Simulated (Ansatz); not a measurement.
## Loss of H2: C2H3F3Si → C2HF3Si + H2

Species: C2H3F3Si `C=C[Si](F)(F)F`, singlet; C2HF3Si `C#C[Si](F)(F)F`, singlet; H2 (hydrogen), singlet. 

Shapes, held fixed at every level: PBE0-D4/def2-TZVP. Programs: Ansatz 0.2.0. The zero-point and thermal change to 298 K, harmonic and unscaled (PBE0-D4/def2-TZVP), is -27.3 kJ/mol.

Q: Estimate ΔH(298 K) of this reaction.

A: The highest level, CCSD(T)/CBS estimate, gives ΔH(298 K) = +152.5 kJ/mol; the levels span +142.5 to +175.9. The column of differences is taken from that level and isn't an error. No measured value is set beside it here. The CBS estimate extrapolates MP2 from def2-TZVPP and def2-QZVPP and adds CCSD(T) − MP2 in the triple-zeta set, cores frozen; for H2 it overshoots the exact energy by about 1 mEh.

```
               level                    kind  ΔH(298 K) (kJ/mol)  less CCSD(T)/CBS estimate
         HF/def2-SVP            Hartree–Fock              +175.9                      +23.4
   PBE-D4/def2-TZVPP                     GGA              +169.4                      +16.9
 BHLYP-D4/def2-TZVPP           global hybrid              +172.7                      +20.2
  wB97M-V/def2-TZVPP  range-separated hybrid              +163.5                      +11.0
      MP2/def2-TZVPP     perturbation theory              +142.5                      -10.0
    CCSD(T)/def2-SVP   coupled cluster or CI              +165.4                      +12.9
       CCSD/def2-SVP   coupled cluster or CI              +168.9                      +16.4
CCSD(T)/CBS estimate   coupled cluster or CI              +152.5                        0.0
```

Dehydrogenating the vinylsilane to the ethynylsilane is strongly endothermic at every level, with +152.5 kJ/mol as the best estimate. Two C–H σ bonds are given up for the strong H–H bond and a second C–C π bond, and that π bond is too weak to balance the exchange. The negative vibrational contribution offsets part of the cost, since the stiff C–H stretches and the bends that go with them are lost, and the single H–H stretch replaces only some of their zero-point energy.

Within coupled cluster, going from the small basis to the extrapolated limit lowers the enthalpy far more than adding triples does in the small basis. The closeness of wB97M-V to CCSD(T)/def2-SVP is therefore no sign of accuracy. MP2 alone falls below the best estimate, probably because it overcorrelates the compact π system of the alkyne. Release of H2 favours the products entropically, so the enthalpy alone doesn't fix the temperature at which dehydrogenation becomes favourable.
